## Two ways to a negative dielectric function

Why is the real part of the computed dielectric function of this indium oxide negative at low infrared energies, as in any metal, positive from the near infrared through most of the visible, and negative again from blue light into the ultraviolet? Free carriers are the usual reason for a negative real part, and the crystal has them. They account for the first of the two negative ranges, but for only a small part of most of the second.

Independent-particle dielectric function of antifluorite In2O (Fm-3m, a = 6.257 Å), without local fields; the real part includes an undamped Drude term. Ansatz 0.2.0, PBEsol, plane-wave PAW, scalar-relativistic, no spin polarisation; cutoff 420 eV, k mesh 12×12×12 (optics 20×20×20), Fermi-Dirac smearing 0.15 eV, Gaussian broadening 0.1 eV.

| photon energy (eV) | dielectric imaginary xx | dielectric real xx |
| --- | --- | --- |
| 0.1 | 20.3 | -976 |
| 0.3 | 23.9 | -81.6 |
| 0.5 | 22.7 | -18.5 |
| 0.7 | 18.8 | -4.42 |
| 0.9 | 15.4 | 2.36 |
| 1.1 | 14.3 | 6.29 |
| 1.3 | 14.1 | 8.57 |
| 1.5 | 14.9 | 10.1 |
| 1.7 | 16.5 | 10.5 |
| 1.9 | 18.7 | 9.64 |
| 2.1 | 21.4 | 6.48 |
| 2.3 | 19.6 | 2.06 |
| 2.5 | 17.4 | 0.33 |
| 2.7 | 15.3 | -0.44 |
| 2.9 | 14.6 | -1.38 |
| 3.1 | 12.4 | -2.15 |
| 3.3 | 10.6 | -1.59 |
| 3.5 | 10.1 | -0.28 |
| 3.7 | 10.3 | -0.53 |
| 3.9 | 10.4 | -0.03 |
| 4.1 | 11.1 | -0.40 |
| 4.3 | 12.5 | -1.49 |
| 4.5 | 11.2 | -4.94 |
| 4.7 | 8.79 | -5.76 |
| 4.9 | 6.66 | -5.13 |
| 5.1 | 5.75 | -4.16 |
| 5.3 | 5.53 | -3.24 |
| 5.5 | 5.78 | -3.01 |
| 5.7 | 6.41 | -2.85 |
| 5.9 | 7.20 | -5.27 |
| 6.1 | 3.66 | -6.05 |
| 6.3 | 2.78 | -4.63 |
| 6.5 | 2.28 | -4.20 |
| 6.7 | 1.87 | -3.50 |
| 6.9 | 1.74 | -3.00 |
| 7.1 | 1.67 | -2.66 |
| 7.3 | 1.64 | -2.42 |
| 7.5 | 1.56 | -2.36 |
| 7.7 | 1.27 | -2.22 |
| 7.9 | 1.10 | -1.96 |

The dielectric imaginary, $\varepsilon_2$, measures how strongly light of photon energy $E$ is absorbed. The dielectric real, $\varepsilon_1$, measures the polarisation that keeps step with the field, and it is negative when the electrons oppose the field strongly enough to outweigh the value of 1 that empty space has. The cubic crystal responds alike along all three axes, so one component of each is enough.

### A mass on a spring

A mass on a spring, pushed to and fro, shows where the signs come from. Pushed more slowly than its natural frequency, it moves with the force; pushed faster, it moves against it. An electronic transition behaves in the same way: it raises $\varepsilon_1$ at photon energies below its own and lowers it at energies above. A free carrier has no spring, so it is always driven above its resonance and always lowers $\varepsilon_1$. The picture is limited in that an absorption band is a crowd of resonances spread in energy, so its contribution changes sign gradually and not at one sharp point.

Written as a formula, this is the Kramers-Kronig relation with a free-carrier (Drude) term:

$$\varepsilon_1(E)=1-\frac{D}{E^2}+\frac{2}{\pi}\,\mathrm{P}\!\!\int_0^\infty\frac{E'\,\varepsilon_2(E')}{E'^2-E^2}\,dE'$$

Here $D$ is the squared plasma energy of the free carriers, 10.29 eV² in the same calculation, $E'$ runs over the energies of absorption, and P denotes the principal value. The carriers are undamped, so the tabulated $\varepsilon_2$ comes from transitions between bands alone. Replacing the integral by a sum over the rows, with $E$ halfway between two of them, shows which absorption raises or lowers $\varepsilon_1$ at any chosen energy. Nothing is fitted.

### The first sign change

At 0.1 eV the free-carrier term is −1029 and swamps everything else. It fades as $1/E^2$, and $\varepsilon_1$ turns positive where this term no longer outweighs the response of the bound electrons. The sum gives that response at 0.8 eV. Absorption between 1.4 and 3.6 eV supplies 11.5, absorption below 1.4 eV takes away 0.8, and the vacuum term together with all higher absorption adds 4.3, which makes 15.0. The sign should therefore change at

$$E_0\approx\sqrt{\frac{10.29\ \text{eV}^2}{15.0}}\approx 0.83\ \text{eV}$$

A straight line between the rows at 0.7 and 0.9 eV also crosses zero at 0.83 eV. The agreement is a little closer than the estimate deserves, since the sum at 0.8 eV is about 0.5 too small and the curve between the two rows is not straight. The calculation's own value at 0.8 eV, which lies between the rows shown, is $\varepsilon_1=-0.66$; it makes the bound response 15.4 and puts the crossing at 0.82 eV. The physical point is safe all the same: without the bound electrons the crossing would lie at $\sqrt{D}$, or 3.2 eV. The strong absorption in and near the visible screens the carriers and pulls it down to a quarter of that.

The bound response is not a constant background, however. It falls from 53 at 0.1 eV to 15 at 0.8 eV, because the crystal also absorbs strongly at the lowest energies, with $\varepsilon_2$ above 20 up to 0.5 eV. The cause lies in the bands. In⁺ and O²⁻ ions with closed shells would suggest an insulator, but here the bands overlap, and the absorption at low energy shows that some filled states lie just below empty ones at the same wave vector. PBEsol tends to place empty bands too low and may exaggerate this overlap. The first few values of $\varepsilon_2$ are also affected by the broadening and the smeared occupations and depend on the k mesh, so the small rise from 0.1 to 0.3 eV carries no message.

### The steep fall in the visible

Between 1.7 and 2.7 eV, $\varepsilon_1$ drops from its maximum of 10.5 to just below zero. In the middle of this fall stands the absorption peak at 2.1 eV. The band from 1.4 to 3.6 eV contributes +16.4 at 1.6 eV, where most of it still lies ahead, and −3.4 at 2.6 eV, where its strongest part has been passed. The net fall is smaller than this swing, mainly because the negative contributions of the free carriers and of the low-energy absorption fade over the same range. What is left of the free-carrier term still helps to set the place of the second sign change: at 2.7 eV the bound electrons alone would give about +1.

Such peaks usually arise where a filled and an empty band run nearly parallel, so that many transitions share almost the same energy. Which bands do so here is not tested.

### The plateau and the dips

The fall ends in a shallow dip, −2.15 at 3.1 eV, just above a shoulder of the absorption at 2.9 eV. The curve then recovers as this band is left behind. From 3.5 to 4.1 eV, $\varepsilon_1$ stays within about half a unit below zero. Here the bands already passed pull it down and those still ahead hold it up, and the two nearly cancel. The bound electrons alone would give a slightly positive value, 0.65 at 3.9 eV, and the last remnant of the free-carrier term tips the balance. With sums so close to zero the signs at 3.5 and 3.9 eV are insecure, and the small ups and downs between these rows need no explanation of their own.

The next two absorption peaks, at 4.3 and 5.9 eV, repeat the pattern of the first. The band from 3.6 to 5.4 eV contributes +4.8 at 4.0 eV and −5.2 at 4.8 eV, and the band above it reverses in the same way between 5.6 and 6.2 eV. Each reversal leaves a dip in $\varepsilon_1$ just above the peak, at 4.7 and at 6.1 eV. Between the dips $\varepsilon_1$ partly recovers, as the band just passed loses its grip and the next one lifts the curve from ahead.

At 6.1 eV the free carriers account for only −0.28 of the total of −6.05. From 4.3 eV on, the second negative range is thus mainly the work of bound electrons driven faster than their own resonances. Between 2.7 and 4.1 eV the free carriers still supply about half of the negative value or more. Little absorption remains ahead within the table to lift the curve, so it climbs only slowly and is still negative at 7.9 eV.

### How far the sum can be trusted

At the seven energies between rows where it was evaluated, the sum falls short of the bound response by an amount that grows from about 0.5 at 0.8 eV to 0.6 at 6.2 eV. This is what leaving out the absorption above 8 eV should do, since that absorption would raise $\varepsilon_1$ throughout this range, and more so at higher photon energies. The comparison uses the values calculated at those seven energies. Straight lines drawn between the rows of the table would give an uneven shortfall of 0.4 to 0.9 instead, because the curve bends between them. The share given to each band depends somewhat on the boundaries, which were set near the minima of $\varepsilon_2$. The agreement does not test the physics of the crystal, since both columns derive from the same transitions; it shows which of them shape the curve. Interaction between the excited electron and the hole it leaves, which this calculation omits, could shift the peaks and reshape them, and the dips would move with them. Scattering of the free carriers, also omitted, would weaken the large negative values at the lowest energies and add absorption there. The weight $D$ of the free carriers depends on the k mesh, as the low-energy absorption does, and the first sign change would shift with it. The PAW datasets were made for PBE and not for PBEsol, which may also shift the bands. Whether the cubic crystal is stable, and whether a magnetic state lies lower, was not tested.
